In Mn₂As the order of the magnetic states is set mainly by one preference: the two kinds of manganese atom want to point against each other. Turning one kind against the other lowers the energy by 63 meV per atom from the ferromagnet to the lowest state of the table. Two weaker preferences, each between atoms of the same kind, decide where the remaining states fall.

The crystal has two manganese sites. Mn1 forms flat square layers, and Mn2 sits above and below each layer, so that the metal atoms make Mn2–Mn1–Mn2 blocks stacked along the long axis $c$. In the magnetic states Mn1 carries about 2 μB and Mn2 about 3.3 μB. In the column "signs" the first two letters belong to the two Mn1 atoms of the cell and the last two to the two Mn2 atoms.

Mn₂As (P4/nmm, six-atom cell, a = 3.769 Å, c = 6.278 Å) at fixed atoms and cell, from Ansatz 0.2.0 with scalar-relativistic plane-wave PAW, PBEsol and collinear spin (none in the non-magnetic row). Cutoff 420 eV, k mesh 10×10×6, Gaussian smearing 0.1 eV, energies extrapolated to zero smearing. Signs give the starting directions of the Mn moments (u up, d down).

```tsv
start	signs	final order	energy above lowest (meV/atom)	largest site moment (μB)
antiferromagnetic	uudd	ferrimagnetic	0.0	3.41
parallel small	none	ferrimagnetic	0.0	3.41
ferrimagnetic	uuud	ferrimagnetic	17.9	3.41
antiferromagnetic	udud	antiferromagnetic	52.9	3.33
ferromagnetic	none	ferromagnetic	62.9	3.23
parallel large	none	ferromagnetic	62.9	3.23
non-magnetic	none	non-magnetic	371.8	0.00
```

**The two rows at zero**

The start uudd has both Mn1 atoms up and both Mn2 atoms down. It was set up as an antiferromagnet, but two smaller moments cannot cancel two larger ones, and a net moment of about 2.7 μB per cell remains. The final order is therefore ferrimagnetic. The run carries a warning that its starting moments were not kept, but the site moments show that the signs put in at the start survived.

The row "parallel small" began with all moments weakly parallel, yet it ends at the same energy and the same largest moment as uudd. The natural reading is that it found the same state. A small moment has only a weak exchange field of its own to hold its direction, so the neighbours can turn it over while the calculation converges. That this happened without any instruction agrees with the main preference, since the parallel arrangement was the one abandoned.

Why should Mn1 and Mn2 prefer opposite directions? On Mn2 the d states of the majority spin are almost full, with about 4.6 of 5 places taken in the ferromagnetic run, while most minority states are empty. An electron gains energy by spreading onto a neighbour, and it needs empty states of its own spin there. By the same count, an antiparallel Mn1 neighbour offers about three such places and a parallel one only about one. This is the standard argument for antiparallel coupling near a half-filled d shell; the energies agree with it but do not single it out.

**The second ferrimagnet, uuud**

The third row shares its final order and its largest moment with the first two, and it is nevertheless a different state, 17.9 meV per atom higher. Here the two Mn2 moments oppose each other and nearly cancel, so the net moment comes from Mn1. One Mn2 atom is content with its Mn1 neighbours and the other is not. Neither the label nor the largest moment can tell these two ferrimagnets apart; the signs on the sites can.

This row allows a simple test. If only the coupling between Mn1 and Mn2 mattered, its effect would cancel in uuud, and the state would lie halfway between uudd, where the coupling is fully satisfied, and the ferromagnet, where it is fully violated:

$$\frac{0.0+62.9}{2}\approx 31\ \text{meV per atom}.$$

The table puts uuud about 14 meV per atom below this estimate, which used only the two end states and not uuud itself. Something else must favour it. What sets uuud apart from both end states is that its Mn2 atoms are antiparallel to each other. If the energy can be split into couplings between pairs of atoms, Mn2–Mn2 pairs therefore prefer that too, though more weakly.

**The compensated state, udud**

In udud each kind of manganese is split into one atom up and one down, and the total moment vanishes. The coupling between Mn1 and Mn2 cancels again, so the same estimate of 31 meV per atom applies. This time the table lies well above it, at 52.9 meV per atom.

The comparison with uuud shows where the cost arises. Both states have antiparallel Mn2 atoms, and in both the coupling between the two kinds cancels. They differ in the Mn1 layer, which is parallel in uuud and alternating in udud. The alternation costs $52.9-17.9=35.0$ meV per atom, so Mn1 atoms prefer to be parallel within their layer. The energies show this preference but not its electronic origin. The argument from empty states doesn't supply it: taken alone, it would ask for antiparallel neighbours here too.

The three preferences can now be written as one formula. Let $s_1,s_2$ be the signs of the two Mn1 moments and $s_3,s_4$ those of the two Mn2 moments, each $+1$ or $-1$:

$$E=E_0+J_{11}s_1s_2+J_{22}s_3s_4+\tfrac14J_{12}(s_1+s_2)(s_3+s_4).$$

Here $E$ is the energy per atom, $E_0$ the part that doesn't depend on the signs, and each $J$ gathers the pairs of one sort whose relative direction can change in this cell. Atoms a whole cell apart are always parallel here, so their coupling is part of $E_0$. A positive $J$ favours antiparallel moments. The four distinct magnetic states give $J_{12}\approx 31$, $J_{11}\approx -18$ and $J_{22}\approx 7$ meV per atom. Four energies determine four constants exactly, so the full formula sorts the states but is not tested by them.

The formula treats the moments as rigid, which they nearly are: from the ferromagnet to uudd, Mn1 grows by about 10 % and Mn2 by about 6 %. Solving again with the calculated moments in place of bare signs leaves all three preferences as they were. The weakest coupling changes most, from about 7 to 8 meV per atom. The output printed below gives both solutions.

**The ferromagnet, reached twice**

The rows "ferromagnetic" and "parallel large" are one state, so their agreement shows that the calculation repeats itself, not that the state is favoured. With large parallel moments at the start, each atom's own exchange field holds it in place, and the calculation settles in a solution well above the lowest one. Set beside "parallel small", this is a warning: a converged parallel state may simply remember how it was begun.

The ferromagnet satisfies only the Mn1–Mn1 preference and violates the other two. It still lies just 10 meV per atom above udud, because udud gives up exactly the preference that the ferromagnet keeps. Such a small gap deserves caution. All states were compared at fixed atoms in a cell that the calculated stress would shrink, with a tension of 12 to 14 GPa in uudd and the ferromagnet, and letting each state relax could change the order of states that lie this close in energy. The PAW datasets, moreover, were made for PBE and not for PBEsol.

**The row without moments**

The last row stands apart, 309 meV per atom above the ferromagnet. That is about five times the whole spread among the magnetic states. The reason lies inside the atoms: electrons in a partly filled d shell lower their energy by aligning their spins, and this gain is largely in place before neighbouring atoms settle their relative directions. In this row spin was switched off, so the zero moment is imposed rather than found.

The row should therefore not be used as a stand-in for the hot, magnetically disordered material, in which the atoms are expected to keep their moments and lose only their common order. The formula gives a rough idea of the difference. Averaged over all sign patterns of this cell, the three coupling terms vanish and $E_0$ remains. It lies halfway between the earlier estimate and udud, at $(31.45+52.9)/2\approx 42$ meV per atom. This is only partial disorder, since atoms a whole cell apart stay parallel in every pattern. Still, removing the moments costs 371.8 meV per atom in the table, several times more than any rearrangement of them computed here, so disorder among existing moments is expected to be far cheaper.

**What the lowest row leaves open**

The state uudd is the lowest of these starts, but it doesn't satisfy every preference. Its Mn1 atoms are parallel and Mn2 opposes Mn1, as the two stronger couplings ask. Its Mn2 atoms, however, are parallel to each other, against the weakest coupling. In a six-atom cell this conflict can't be avoided: if Mn1 is parallel and both Mn2 atoms oppose it, the Mn2 atoms must agree.

A larger cell offers a way out. Suppose that the Mn2–Mn2 coupling acts mainly between the facing sides of neighbouring blocks, and the other two couplings mainly inside a block. Reversing every second block along $c$ would then make those facing atoms antiparallel and leave the inside of each block untouched, so all three preferences would be met. This is the antiferromagnetic order that experiment finds in Mn₂As, with a magnetic cell doubled along $c$. On that assumption the gain over uudd would be of the order of ten meV per atom; whether the same functional confirms it is a question for a calculation in the doubled cell.

The analysis program printed:

```
non-magnetic above ferromagnetic, meV/atom: 308.9
that gap over the whole spread of the magnetic states, ratio: 4.911
Mn1-Mn2 coupling alone, predicted energy of both uuud and udud, meV/atom: 31.45
one-coupling prediction less table for uuud, meV/atom: 13.55
one-coupling prediction less table for udud, meV/atom: -21.45
Mn1-Mn1 term (negative favours parallel), meV/atom: -17.5
Mn2-Mn2 term (positive favours antiparallel), meV/atom: 6.775
Mn1-Mn2 term, all pairs together (positive favours antiparallel), meV/atom: 31.45
untested pattern, Mn1 antiparallel and Mn2 parallel, predicted energy, meV/atom: 66.45
doubled order below uudd if Mn2-Mn2 acts only between blocks, order of magnitude, meV/atom: 13.55
Mn1-Mn1 term with calculated moments, at the uudd sizes, meV/atom: -18.29
Mn2-Mn2 term with calculated moments, at the uudd sizes, meV/atom: 8.203
Mn1-Mn2 term with calculated moments, at the uudd sizes, meV/atom: 32.53
Mn1 moment, uudd over ferromagnetic, change in percent: 9.975
Mn2 moment, uudd over ferromagnetic, change in percent: 5.506
```
